A k mesh decides which electron waves of a crystal enter a calculation. The errors below are all relative to the 10×10×4 mesh, for a cell whose atoms are held slightly off their ideal places, so that real forces act on them.

Errors from the Gamma-centred k mesh for Al3Cu (4 atoms, a = 2.756, b = 2.828, c = 7.588 Å) at fixed atoms, against a 10×10×4 mesh. Ansatz 0.2.0, PBEsol, plane-wave PAW, scalar-relativistic, no spin polarisation, cutoff 420 eV, Gaussian smearing of 0.1 eV. Energies are taken to zero smearing, pressure is positive in compression, and force changes are per axis.

```tsv
k mesh	energy less reference (meV/atom)	pressure less reference (GPa)	largest force change (eV/Å)	irreducible k points
1x1x1	-2670	-14.1	6.30	1
2x2x1	-65.8	2.93	0.802	4
4x4x2	91.5	0.034	0.867	20
6x6x2	-8.56	-0.604	0.0264	40
8x8x4	11.0	-0.014	0.200	132
```

*Which mesh is furthest off, and why is its energy too low?* The single point of 1x1x1 puts the energy 2.67 eV per atom below the reference. Count the outer electrons as nearly free, three from each aluminium and one from copper, ten per cell. At k = 0 a wave must fit a whole number $n$ of wavelengths into the cell. Along the long edge $c$ this costs $(\hbar^2/2m)(2\pi n/c)^2 \approx 2.6\,n^2$ eV, with $m$ the electron mass, while the first wave along either short edge costs nearly 20 eV.

The ten electrons therefore fill the five waves $n = 0, \pm1, \pm2$ along $c$, at a total of $2 \times 2.6 \times (0+1+1+4+4) = 52$ eV. On a dense mesh they would fill a sphere of wave vectors, the Fermi sphere, with a mean energy of 6.7 eV each, or 67 eV in all. The coarse mesh thus leaves out 15 eV per cell, about 3.7 eV per atom. That is too much by a third or so, but it names the fault: motion along the short edges is missing.

*Does the stress bear this out?* Electrons that move only along $c$ should push on the cell along $c$ and leave it under tension sideways. The calculated stress errors are +158 GPa along $c$ and about −100 GPa in each direction across it. The table's −14.1 GPa is merely their average.

*Why, then, is 4x4x2 further off in energy than 2x2x1, and on the other side?* Each wave on the mesh stands for a small block of wave vectors. For free electrons, the energy at the centre of a block lies below the block's average, which makes the total too low. But whole blocks can only build a jagged sphere, and its protruding corners make the total too high. On these two meshes the two errors should largely cancel, and the sign of what remains depends on how the surface of the sphere falls among the mesh points.

The same count of free waves, with no adjustable constant, was made for all five meshes and is printed after this text. It gives an energy too low for 2x2x1 and too high for 4x4x2, as calculated, with sizes up to about 60 % too large. For 6x6x2 it gives the wrong sign. The stress along $c$ has the wrong sign from 4x4x2 onwards, and for 4x4x2 so do both stresses across it. The crystal potential, which the count ignores, probably reorders the few waves near the surface that now decide the result. The count thus shows how the energy error can change sign from mesh to mesh, but its right sign for 4x4x2 may be luck.

*Does a small pressure error mean that the cell is well described?* The pressure of 4x4x2 is off by only 0.034 GPa, yet the stress along $c$ is off by −7 GPa, balanced by errors of the opposite sign across it. A relaxation of the cell's shape would follow those separate stresses. The forces give the same warning: one atom that the reference pulls with 0.8 eV/Å feels hardly any of that pull on this mesh. The 6x6x2 mesh restores that force with the same two divisions along $c$, so finer sampling across $c$ is enough to bring it back. Fineness alone does not guarantee agreement: 8x8x4 gives only three quarters of the reference force.

*Would more smearing, or an insulator, behave better?* Smearing rounds off the edge between filled and empty waves, and it should damp the mesh error strongly once it is a fair fraction of the energy step from one k point to the next. For free electrons that step can still reach about 3 eV on the reference mesh, thirty times the smearing used here. By this estimate, which no row tests, doubling the smearing would change little, while a smearing of electronvolts would distort the energy itself. In an insulator every band is either full or empty, there is no such edge, and theory gives an error that dies away exponentially as the mesh grows.

*Which digits can be trusted?* From 6x6x2 to 8x8x4 the irreducible k points, those left when k and −k count as one, rise from 40 to 132. Yet the energy error goes from −8.6 to +11.0 meV per atom. The largest force error grows too, from 0.03 to 0.20 eV/Å, a quarter of the largest force in the reference. On these meshes, energy differences of 10 to 20 meV per atom between unlike cells are unsettled, and a relaxation to a few hundredths of an eV/Å would be chasing the mesh.

Even the good showing of 6x6x2 is open to doubt. Across $c$, the meshes with 4 and 8 divisions contain the point a quarter of the way along each reciprocal edge, while those with 6 and 10 skip it. The 6x6x2 mesh may therefore agree with the reference partly because both miss the same waves. A 12×12×6 mesh, which includes that point, would help to tell accuracy from a shared error.

Printed output of the fit:

```
Points of the mesh and smearing:
    row  all points  points by time reversal  free waves in 0.1 eV at Fermi level  zero-smearing correction meV/atom
  1x1x1           1                        1                              0.06726                                  0
  2x2x1           4                        4                               0.2691                          1.846e-05
  4x4x2          32                       20                                2.152                              1.585
  6x6x2          72                       40                                4.843                             0.6932
  8x8x4         256                      132                                17.22                              1.368
Energy error in meV/atom:
    row  calculated  free waves on the mesh
  1x1x1       -2670                   -3664
  2x2x1       -65.8                  -88.09
  4x4x2        91.5                   144.2
  6x6x2       -8.56                   35.19
  8x8x4          11                   7.853
Stress error in GPa:
    row      xx       yy      zz  pressure  free xx  free yy  free zz
  1x1x1  -100.9   -99.06   157.7     -14.1     -121   -122.6    164.2
  2x2x1   17.07    10.83  -19.12      2.93     13.1    4.754   -19.76
  4x4x2   2.482    5.048  -7.428     0.034   -9.118   -1.615    13.86
  6x6x2  0.5604  -0.1384  -2.233    -0.604   -2.221  -0.3571     3.34
  8x8x4  -1.155    3.035  -1.923    -0.014   -3.015   -1.329    4.514
Force on atom 2 along z in eV/A:
    row      force  less reference
  1x1x1     -7.109          -6.303
  2x2x1  -0.003056          0.8023
  4x4x2    0.06166           0.867
  6x6x2    -0.8029         0.00249
  8x8x4     -0.605          0.2004
Points by time reversal in the 10x10x4 reference: 204
Free-electron energy step between neighbouring k points along a at the Fermi level, 10 divisions, eV: 2.972
The same step over the smearing of 0.1 eV: 29.72
Zero-smearing correction of 8x8x4 less that of the reference, meV/atom: 0.5161
Energy of 8x8x4 less that of 6x6x2, meV/atom: 19.56
Force error of 8x8x4 over that of 6x6x2: 7.576
Force error of 8x8x4 in percent of the reference force on atom 2 along z: 24.83
```
